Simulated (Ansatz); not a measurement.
# BiPd: energy less free atoms and pressure against volume scale

Periodic Kohn-Sham DFT of a crystal at fixed atoms, scaled to volume_scale times the given cell; pressure positive in compression, energy less spherical unpolarised free atoms, largest_vzz the field gradient of largest size among the nuclei. The results are calculated, by Ansatz 0.2.0.

The cell before it is scaled or strained (space group P6_3/mmc, No. 194):
```
BiPd
1.0
      4.2300     0.0000     0.0000
     -2.1150     3.6633     0.0000
      0.0000     0.0000     5.6900
Bi Pd
2 2
Direct
  0.33333 0.66667 0.25000
  0.66667 0.33333 0.75000
  0.00000 0.00000 0.00000
  0.00000 0.00000 0.50000
```

Settings of every row: method all-electron LAPW; functional PBEsol; relativity scalar; k mesh 9x9x6; filling fermi-dirac; smearing width 0.03 eV; basis error target 0.5 meV/atom; nucleus gaussian.

Atom start moment: 0 on all atoms.

Limits: no spin-orbit coupling on heavy atoms.

```csv
row,volume scale,V (Å³/atom),energy less free atoms (eV/atom),pressure (GPa)
1,0.94,20.72,-4.6545,7.85
2,0.96,21.161,-4.6721,4.974
3,0.98,21.602,-4.6822,2.436
4,0.99,21.822,-4.6848,1.282
5,1,22.043,-4.6858,0.199
6,1.01,22.263,-4.6853,-0.818
7,1.02,22.484,?,?
8,1.04,22.924,-4.6762,-3.527
9,1.06,23.365,-4.6643,-5.089
```

Question: what energy less free atoms and pressure should row 7 give?

Worked fit of energy less free atoms. Take u = (V_r/V)^(2/3) − 1 with V_r = 21.932 Å³ an atom, which is twice the finite (Eulerian) strain; such expansions in the strain, on which the Birch-Murnaghan equation of state is built, carry the rest volume and the bulk modulus. The shown rows have u = 0.03863, 0.02414, 0.01016, 0.00336, -0.00336, -0.00994, -0.02906, -0.04132. Least squares give energy less free atoms = −4.68546 + 0.1503 × u + 16.456 × u² + 10.4 × u³ eV/atom; a parabola predicts inner rows, each left out in turn, worse (root mean square 0.00016 against 3.7e-05 eV/atom). All shown rows lie on it to the printed digit. Its lowest point lies at u = -0.0046, or V = 22.08 Å³ an atom, and the curvature there gives the bulk modulus at fixed shape and fractions, B = (4/9)(1 + u)² E″(u)/V = 104 GPa. Letting shape and atoms relax would as a rule lower it, by much in layered, chain or molecular crystals. The withheld row has u = -0.01643, so the fit gives −4.68546 + 0.1503 × (-0.01643) + 16.456 × (-0.01643)² + 10.4 × (-0.01643)³ = -4.6835 eV/atom.

The calculation gave -4.6835 eV/atom. The fit meets it to the printed digit.

Worked fit of pressure. Take u = (V_r/V)^(2/3) − 1 with V_r = 21.932 Å³ an atom, which is twice the finite (Eulerian) strain; such expansions in the strain, on which the Birch-Murnaghan equation of state is built, carry the rest volume and the bulk modulus. The shown rows have u = 0.03863, 0.02414, 0.01016, 0.00336, -0.00336, -0.00994, -0.02906, -0.04132. Least squares give pressure = 0.7361 + 161.719 × u + 543.45 × u² + 988 × u³ GPa; a parabola predicts inner rows, each left out in turn, worse (root mean square 0.015 against 0.0036 GPa). The rows lie off it by -0.001, 0.003, 0.000, -0.004, 0.000, 0.001, 0.002, -0.001. The pressure vanishes at u = -0.0046, or V = 22.08 Å³ an atom, and there the bulk modulus at fixed shape and fractions is B = −V dP/dV = (2/3)(1 + u) dP/du = 104 GPa. Letting shape and atoms relax would as a rule lower it, by much in layered, chain or molecular crystals. The withheld row has u = -0.01643, so the fit gives 0.7361 + 161.719 × (-0.01643) + 543.45 × (-0.01643)² + 988 × (-0.01643)³ = -1.779 GPa.

The calculation gave -1.775 GPa. The fit lies 0.004 GPa (0.031 % of the column's range) below it; its largest miss of a shown row is 0.004 GPa.
